**Conformer dependence of GIAO shifts in an aminosilanol**

The table holds $^{13}$C, $^{15}$N, $^{29}$Si and $^1$H shifts of CN[Si@](C)(O)OC(C)C in its four most populated conformers and their Boltzmann average, from PySCF at PBE0/6-31G(d) on GFN2-xTB geometries without solvent. The program rebuilds the averages from the weights, reweights them for temperature and for a 0.5 kcal/mol change in the leading conformer, and tests a count of gauche partners, cosine fits in the hydroxyl torsion and an electronegativity line for the methyl groups. The weighted sums match the table within one rounding step, and the trial energy change moves N by about 0.6 ppm, Si by about 0.5 ppm and protons by less than 0.05 ppm. The gauche count describes the Si-methyl carbon in part and fails for nitrogen, and the two cosine fits do not single out a cause. The electronegativity line errs by up to 11 % of the fitted range for protons and 17 % for carbons.

Calculated values. GIAO NMR shifts of CH$_3$NH–Si(CH$_3$)(OH)–OCH(CH$_3$)$_2$ (neutral singlet, no solvent) from PySCF 2.14.0 at PBE0/6-31G(d) on GFN2-xTB geometries (tblite 0.8.0), with references at the same level. The average runs over all six conformers kept, with Boltzmann weights at 298.15 K from PBE0-D3(BJ)/6-31G(d) energies and GFN2-xTB free-energy terms.

## Script

```python
# Table: GIAO shifts (ppm) of CN[Si@](C)(O)OC(C)C in four conformers and their Boltzmann average,
# PySCF PBE0/6-31G(d) on GFN2-xTB geometries. Tested: weighted sum, sensitivity to weights,
# gamma-gauche counting, cos(torsion) fits for OH and N, electronegativity line for the methyls.
T = {
    'signal_atom': [1, 2, 3, 4, 7, 8, 9, 1, 2, 4, 5, 7, 8, 9],
    'signal_nucleus': ['13C', '15N', '29Si', '13C', '13C', '13C', '13C', '1H', '1H', '1H', '1H', '1H', '1H', '1H'],
    'signal_count': [1, 1, 1, 1, 1, 1, 1, 3, 1, 3, 1, 1, 3, 3],
    'signal_reference': ['TMS', 'NH3', 'TMS', 'TMS', 'TMS', 'TMS', 'TMS', 'TMS', 'TMS', 'TMS', 'TMS', 'TMS', 'TMS', 'TMS'],
    'signal_shift_in_conformer_1': [28.9, 25.3, -25.5, 0.1, 63.2, 26.5, 26.1, 2.72, 0.11, -0.16, 1.79, 4.65, 1.21, 1.15],  # ppm
    'signal_shift_in_conformer_2': [28.7, 21.7, -22.9, -1.8, 62.1, 26.3, 26.6, 2.56, 0.1, -0.01, 1.48, 4.68, 1.15, 1.15],  # ppm
    'signal_shift_in_conformer_3': [28.9, 24.2, -23.8, -0.9, 63.3, 26.6, 26.0, 2.68, 0.14, 0.0, 1.77, 4.53, 1.11, 1.13],  # ppm
    'signal_shift_in_conformer_4': [28.9, 22.7, -24.1, -0.9, 63.5, 26.6, 26.5, 2.68, 0.0, -0.02, 1.6, 4.19, 1.16, 1.17],  # ppm
    'signal_averaged_shift': [28.9, 24.3, -24.6, -0.5, 63.0, 26.4, 26.2, 2.68, 0.11, -0.1, 1.71, 4.64, 1.19, 1.15],  # ppm
}
import numpy as np
from scipy import constants as sc
lab = [str(n).lstrip('0123456789') + str(int(float(a))) for a, n in zip(T['signal_atom'], T['signal_nucleus'])]
D = np.array([T['signal_shift_in_conformer_%d' % i] for i in (1, 2, 3, 4)], float).T
av = np.array(T['signal_averaged_shift'], float)
S, A = dict(zip(lab, D)), dict(zip(lab, av))
step = np.array([0.01 if l[0] == 'H' else 0.1 for l in lab])
# weights (%), torsions (deg) and covered xTB weight: results of the same runs
w = np.array([63.1, 23.8, 10.1, 1.1]); cover = 0.827
t = np.array([[63, -16, -173, 150], [-68, 65, 48, 91], [-67, -25, -174, 151], [-57, 42, 176, 145]], float)
R = sc.R / (1000 * sc.calorie); T0 = 298.15
G = -R * T0 * np.log(w / w[0])
def wt(temp, d1=0.0):
    b = np.exp(-(G + np.array([d1, 0, 0, 0])) / (R * temp)); return b / b.sum()
f = lambda x, n=2: ' '.join('%.*f' % (n, v) for v in x)
print('G relative to conformer 1 (kcal/mol):', f(G), '; RT = %.3f; weight shown %.1f %%' % (R * T0, w.sum()))
cases = [('250 K', wt(250)), ('350 K', wt(350)), ('G1-0.5', wt(T0, -0.5)), ('G1+0.5', wt(T0, 0.5))]
print('weights % of four: ' + ' | '.join(n + ': ' + f(100 * x, 0) for n, x in cases))
a4 = D @ wt(T0); res = a4 - av; spread = D.max(1) - D.min(1)
print('ppm: sum of 4, minus table, spread | change at 250 K, 350 K, G1-0.5, G1+0.5 | 17.3 % x spread')
for i, l in enumerate(lab):
    ch = ' '.join('%+.3f' % (D[i] @ x - a4[i]) for n, x in cases)
    print('%-4s %7.3f %+.3f %.2f | %s | %.2f' % (l, a4[i], res[i], spread[i], ch, (1 - cover) * spread[i]))
k = np.argmax(abs(res) / step)
print('rounding step 0.1 (C, N, Si), 0.01 (H); worst row %s at %.2f steps, rounding allows 1' % (lab[k], abs(res[k]) / step[k]))
# unlisted torsions from the @ centre with ideal 120 degree spacing at Si (approximate)
wrap = lambda x: (x + 180) % 360 - 180
tor = {'C1-N-Si-O5': t[:, 0], 'C1-N-Si-C4': wrap(t[:, 0] + 120), 'C1-N-Si-O6': wrap(t[:, 0] - 120),
       'C7-O-Si-O5': t[:, 2], 'C7-O-Si-N2': wrap(t[:, 2] + 120), 'C7-O-Si-C4': wrap(t[:, 2] - 120),
       'H5-O-Si-O6': t[:, 1], 'H5-O-Si-N2': wrap(t[:, 1] - 120)}
ks = list(tor)
for i in range(0, 8, 2):
    print('torsions (deg), conformers 1-4: ' + ' | '.join(x + ' ' + f(tor[x], 0) for x in ks[i:i + 2]))
for at in ('C4', 'C1', 'C7', 'N2'):
    n = sum((abs(tor[x]) < 90).astype(int) for x in ks[:6] if x.startswith(at) or x.endswith(at))
    s = '%s gauche heavy partners across Si: %s; shift minus conformer 1: %s ppm' % (at, f(n, 0), f(S[at] - S[at][0], 1))
    if np.ptp(n) > 0:
        p = np.polyfit(n, S[at], 1)
        s += '; slope %+.2f, residuals %s' % (p[0], f(S[at] - np.polyval(p, n), 1))
    print(s)
for a, b in ((3, 1), (2, 3), (4, 3)):
    print('conformer %d minus %d (ppm): ' % (a, b) + ', '.join('%s %+.2f' % (l, S[l][a - 1] - S[l][b - 1]) for l in ('C1', 'C4', 'H4', 'C7', 'H7', 'N2', 'Si3', 'H5')))
for at in ('H5', 'N2'):
    for x in ks[6:]:
        c = np.cos(np.radians(tor[x])); p = np.polyfit(c, S[at], 1); r = S[at] - np.polyval(p, c)
        print('%s = %.2f %+.2f cos(%s); residuals %s; rms %.3f ppm' % (at, p[1], p[0], x, f(r, 3), np.sqrt(np.mean(r ** 2))))
chi = np.array([1.9, 2.6, 2.6, 3.0]); chiO = 3.4   # rough recalled Pauling values: Si, C, C, N; O
for el in 'HC':
    y = np.array([A[el + j] for j in '4891']); p = np.polyfit(chi, y, 1); r = y - np.polyval(p, chi)
    print('methyl %s4 %s8 %s9 %s1: slope %.2f ppm per unit, residuals %s, worst %.0f %% of range' % (el, el, el, el, p[0], f(r), 100 * abs(r).max() / np.ptp(y)))
    print('  %s7 (CH on O, not fitted): line %.2f, table %.2f, excess %+.2f ppm' % (el, np.polyval(p, chiO), A[el + '7'], A[el + '7'] - np.polyval(p, chiO)))
print('averages: C7-C1 %.1f, C1-C8 %.1f, C8-C4 %.1f, C7-C4 %.1f ppm' % (A['C7'] - A['C1'], A['C1'] - A['C8'], A['C8'] - A['C4'], A['C7'] - A['C4']))
print('C8-C9 by conformer', f(S['C8'] - S['C9'], 1), 'average %.1f ppm' % (A['C8'] - A['C9']))
print('H8-H9 by conformer', f(S['H8'] - S['H9']), 'average %.2f ppm' % (A['H8'] - A['H9']))
assert np.all(abs(res) <= step)
assert A['C7'] > A['C1'] > A['C8'] > A['C4'] and A['H7'] > A['H1'] > A['H8'] > A['H4']
assert S['C4'][2] < S['C4'][0] and S['H4'][2] > S['H4'][0]
assert np.argmin(S['N2']) == 1 and abs(tor['C7-O-Si-N2'][1]) > 150
```

It prints:

```
G relative to conformer 1 (kcal/mol): -0.00 0.58 1.09 2.40 ; RT = 0.592; weight shown 98.1 %
weights % of four: 250 K: 70 22 8 1 | 350 K: 60 26 13 2 | G1-0.5: 81 13 6 1 | G1+0.5: 44 38 16 2
ppm: sum of 4, minus table, spread | change at 250 K, 350 K, G1-0.5, G1+0.5 | 17.3 % x spread
C1    28.851 -0.049 0.20 | +0.005 -0.003 +0.022 -0.028 | 0.03
N2    24.284 -0.016 3.60 | +0.130 -0.106 +0.467 -0.588 | 0.62
Si3  -24.678 -0.078 2.60 | -0.113 +0.093 -0.378 +0.476 | 0.45
C4    -0.475 +0.025 1.90 | +0.077 -0.063 +0.265 -0.333 | 0.33
C7    62.947 -0.053 1.40 | +0.023 -0.014 +0.117 -0.147 | 0.24
C8    26.463 +0.063 0.30 | +0.002 -0.000 +0.017 -0.021 | 0.05
C9    26.215 +0.015 0.60 | -0.012 +0.009 -0.053 +0.067 | 0.10
H1     2.677 -0.003 0.16 | +0.005 -0.004 +0.020 -0.025 | 0.03
H2     0.109 -0.001 0.14 | +0.000 -0.000 +0.000 -0.000 | 0.02
H4    -0.106 -0.006 0.16 | -0.008 +0.007 -0.025 +0.032 | 0.03
H5     1.711 +0.001 0.31 | +0.009 -0.007 +0.037 -0.046 | 0.05
H7     4.640 -0.000 0.49 | +0.005 -0.006 +0.005 -0.006 | 0.08
H8     1.185 -0.005 0.10 | +0.004 -0.004 +0.012 -0.015 | 0.02
H9     1.148 -0.002 0.04 | +0.000 -0.000 +0.001 -0.001 | 0.01
rounding step 0.1 (C, N, Si), 0.01 (H); worst row Si3 at 0.78 steps, rounding allows 1
torsions (deg), conformers 1-4: C1-N-Si-O5 63 -68 -67 -57 | C1-N-Si-C4 -177 52 53 63
torsions (deg), conformers 1-4: C1-N-Si-O6 -57 172 173 -177 | C7-O-Si-O5 -173 48 -174 176
torsions (deg), conformers 1-4: C7-O-Si-N2 -53 168 -54 -64 | C7-O-Si-C4 67 -72 66 56
torsions (deg), conformers 1-4: H5-O-Si-O6 -16 65 -25 42 | H5-O-Si-N2 -136 -55 -145 -78
C4 gauche heavy partners across Si: 1 2 2 2; shift minus conformer 1: 0.0 -1.9 -1.0 -1.0 ppm; slope -1.30, residuals 0.0 -0.6 0.3 0.3
C1 gauche heavy partners across Si: 2 2 2 2; shift minus conformer 1: 0.0 -0.2 0.0 0.0 ppm
C7 gauche heavy partners across Si: 2 2 2 2; shift minus conformer 1: 0.0 -1.1 0.1 0.3 ppm
N2 gauche heavy partners across Si: 1 0 1 1; shift minus conformer 1: 0.0 -3.6 -1.1 -2.6 ppm; slope +2.37, residuals 1.2 0.0 0.1 -1.4
conformer 3 minus 1 (ppm): C1 +0.00, C4 -1.00, H4 +0.16, C7 +0.10, H7 -0.12, N2 -1.10, Si3 +1.70, H5 -0.02
conformer 2 minus 3 (ppm): C1 -0.20, C4 -0.90, H4 -0.01, C7 -1.20, H7 +0.15, N2 -2.50, Si3 +0.90, H5 -0.29
conformer 4 minus 3 (ppm): C1 +0.00, C4 +0.00, H4 -0.02, C7 +0.20, H7 -0.34, N2 -1.50, Si3 -0.30, H5 -0.17
H5 = 1.21 +0.59 cos(H5-O-Si-O6); residuals 0.010 0.018 0.023 -0.051; rms 0.030 ppm
H5 = 1.62 -0.21 cos(H5-O-Si-N2); residuals 0.018 -0.019 -0.023 0.024; rms 0.021 ppm
N2 = 18.80 +6.17 cos(H5-O-Si-O6); residuals 0.574 0.295 -0.187 -0.681; rms 0.478 ppm
N2 = 23.06 -2.18 cos(H5-O-Si-N2); residuals 0.671 -0.114 -0.646 0.090; rms 0.471 ppm
methyl H4 H8 H9 H1: slope 2.41 ppm per unit, residuals 0.17 -0.22 -0.26 0.31, worst 11 % of range
  H7 (CH on O, not fitted): line 3.34, table 4.64, excess +1.30 ppm
methyl C4 C8 C9 C1: slope 28.66 ppm per unit, residuals -2.84 4.00 3.80 -4.96, worst 17 % of range
  C7 (CH on O, not fitted): line 45.33, table 63.00, excess +17.67 ppm
averages: C7-C1 34.1, C1-C8 2.5, C8-C4 26.9, C7-C4 63.5 ppm
C8-C9 by conformer 0.4 -0.3 0.6 0.1 average 0.2 ppm
H8-H9 by conformer 0.06 0.00 -0.02 -0.01 average 0.04 ppm
```
